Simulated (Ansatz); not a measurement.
## InO2: the change of pressure with volume per atom

Results calculated with Ansatz 0.2.0 development build, not measured. Equation of state of a cubic crystal from periodic Kohn-Sham density functional theory without spin; pressure corrected for the finite basis.

Cell of the first row (space group Fm-3m, No. 225):
```
cell vectors (Å)
   0.0000     2.5600     2.5600
   2.5600     0.0000     2.5600
   2.5600     2.5600     0.0000
atoms (fractions of the cell vectors)
In  0.00000  0.00000  0.00000
O   0.25000  0.25000  0.25000
O   0.75000  0.75000  0.75000
```

Settings of every row: formula InO2; structure type fluorite; functional r2SCAN; spin treatment none; k mesh 11x11x11; occupation method fermi-dirac; occupation width 0.1 eV; wave cutoff 1050 eV; datasets hand-made PAW; density cutoff ratio 5; xc grid level 2.

Limits: a cubic model structure, not a phase known at ambient conditions; modest k-mesh, values are not fully converged in k; no spin polarisation, a magnetic state may lie lower; the SCF threshold is loose for a stress in some rows.

| row | volume per atom (Å³) | pressure (GPa) | energy above lowest point (meV/atom) |
| --- | --- | --- | --- |
| 1 | 11.184 | 8.842 | 12.53 |
| 2 | 11.549 | ? | ? |
| 3 | 11.914 | -3.101 | 1.03 |
| 4 | 12.278 | -7.69 | 13.46 |
| 5 | 12.643 | -11.543 | 35.48 |

Question: what pressure should row 2 give?

Worked fit of pressure. Take u = (V_r/V)^(2/3) − 1 with V_r = 12.096 Å³ an atom, which is twice the finite (Eulerian) strain; such expansions in the strain, on which the Birch-Murnaghan equation of state is built, carry the rest volume and the bulk modulus. The shown rows have u = 0.05365, 0.01016, -0.00991, -0.02906. Least squares give pressure = −5.4968 + 228.822 × u + 716.44 × u² GPa; a straight line predicts inner rows, each left out in turn, worse (root mean square 0.74 against 0.0084 GPa). The rows lie off it by 0.000, -0.003, 0.004, -0.002. The pressure vanishes at u = 0.0224, or V = 11.7 Å³ an atom, and there the bulk modulus at fixed shape and fractions is B = −V dP/dV = (2/3)(1 + u) dP/du = 178 GPa. The withheld row has u = 0.03133, so the fit gives −5.4968 + 228.822 × (0.03133) + 716.44 × (0.03133)² = 2.375 GPa.

The calculation gave 2.356 GPa. The fit lies 0.019 GPa (0.093 % of the column's range) above it; its largest miss of a shown row is 0.004 GPa.

The other values of row 2: energy above lowest point 0 meV/atom.
